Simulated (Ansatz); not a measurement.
Si: energy along a strain

Si, Fd-3m, a = 5.444 Å. Ansatz: r2SCAN, PAW, 500 eV, Γ-centred 8×8×8 mesh on 2 atoms, Gaussian smearing 0.05 eV; no spin polarisation. Cell vectors (Å): 0.000 2.722 2.722; 2.722 0.000 2.722; 2.722 2.722 0.000. The cell is strained by x per cent times the pattern (0 0 0 1 0 0) in the order xx yy zz yz xz xy (engineering shears), with fractional coordinates held. y is the free energy over the start, V0 = 20.170 Å³/atom. Symmetry makes y even in x.

| x (%) | y (meV/atom) |
| --- | --- |
| -2.00 | 2.70 |
| -1.00 | 0.68 |
| 0.00 | 0.00 |
| 0.25 | ? |
| 0.50 | 0.17 |
| 0.75 | 0.38 |
| 1.25 | 1.06 |
| 1.50 | 1.52 |
| 1.75 | 2.07 |

Fit y = c2 x² + c4 x⁴ to the other rows, get the stiffness along the pattern, and predict the missing energy.

Least squares on the rows shown. y = 0.6790 x² − 0.001012 x⁴. The clamped-ion stiffness p·C·p = 2 × 6.790 eV × 160.2 / 20.170 Å³ = 108 GPa, which is C44 in these axes. At x = 0.25 the fit asked for gives 0.04 meV/atom. The run gave 0.04 meV/atom, the same to the digits shown.

The energy rises almost purely quadratically, so silicon is still in its harmonic regime over this range of shear. The quartic term contributes little more than the rounding of the energies even at the largest strain, so its negative sign is weak evidence of softening. The predicted point tests mainly the curvature, since the quartic term is negligible there.

The stiffness of 108 GPa lies well above the measured C44 of silicon, as expected when the two sublattices can't shift against each other. With fractional coordinates held, this shear lengthens two of the four tetrahedral bonds at each atom and shortens the other two, so the stiff bond-stretching response of the sp3 network is fully engaged. In the real crystal the sublattices move apart along x, the axis normal to the shear plane, which relieves much of that stretching at the cost of softer bond-angle bending. The gap to experiment therefore mostly reflects the missing internal relaxation and can't be read as an error of the functional.
